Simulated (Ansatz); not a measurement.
## Appearance energy of a fragment ion: Te(CF3)(CH3) → [CF3]+ + CH3Te + e⁻

Species: Te(CF3)(CH3), singlet; [CF3]+ `F[C+](F)F`, singlet; CH3Te `C[Te]`, doublet. 

Shapes, held fixed at every level: PBE0-D4/def2-TZVP. Programs: Ansatz 0.2.0. Electronic energies: no zero-point or thermal term.

| level | kind | ΔE (eV) | less CCSD(T)/def2-TZVPP |
| --- | --- | --- | --- |
| HF/def2-TZVPP | Hartree–Fock | +9.92 | -1.47 |
| r2SCAN-D4/def2-TZVPP | meta-GGA | +11.46 | +0.07 |
| B3LYP-D4/def2-TZVPP | global hybrid | +11.59 | +0.20 |
| r2SCAN0-D4/def2-TZVPP | global hybrid | +11.45 | +0.06 |
| MP2/def2-SVP | perturbation theory | +10.87 | -0.52 |
| CCSD/def2-SVP | coupled cluster or CI | +10.87 | -0.52 |
| CCSD/def2-TZVPP | coupled cluster or CI | +11.29 | -0.10 |
| CCSD(T)/def2-TZVPP | coupled cluster or CI | +11.39 | 0.00 |

The highest level, CCSD(T)/def2-TZVPP, gives ΔE = +11.39 eV; the levels span +9.92 to +11.59. The column of differences is taken from that level and isn't an error. No measured value is set beside it here. Open shells run unrestricted unless RO is named. For atoms past krypton def2 sets carry core potentials with scalar relativity. Correlated rows may include outer-core shells of Te, which these sets cover unevenly. The onset seen in experiment also holds zero-point changes and kinetic shifts.

Forming [CF3]+ from the telluride costs +11.39 eV at the highest level, which covers both cleaving the C–Te bond and ionising the CF3 fragment. Hartree–Fock falls 1.47 eV short because both steps remove electron-pair correlation that stabilises the intact molecule: the bonding pair is lost, with one electron leaving altogether and the other remaining unpaired, mainly in a Te 5p orbital. Fluorine lone-pair donation into the empty carbon p orbital offsets part of the cost of placing the charge on CF3.

MP2 and CCSD coincide at +10.87 eV in the small basis, and CCSD rises to +11.29 eV in the larger one, so the MP2 shortfall probably reflects the basis more than the perturbative treatment. Triples add only a modest further increase. Since the coupled-cluster value may still rise with basis size, the close r2SCAN agreement doesn't establish a ranking of the functionals. Nor does the result show that this is the lowest ionic channel; the charge would probably rather stay on the more easily ionised CH3Te.
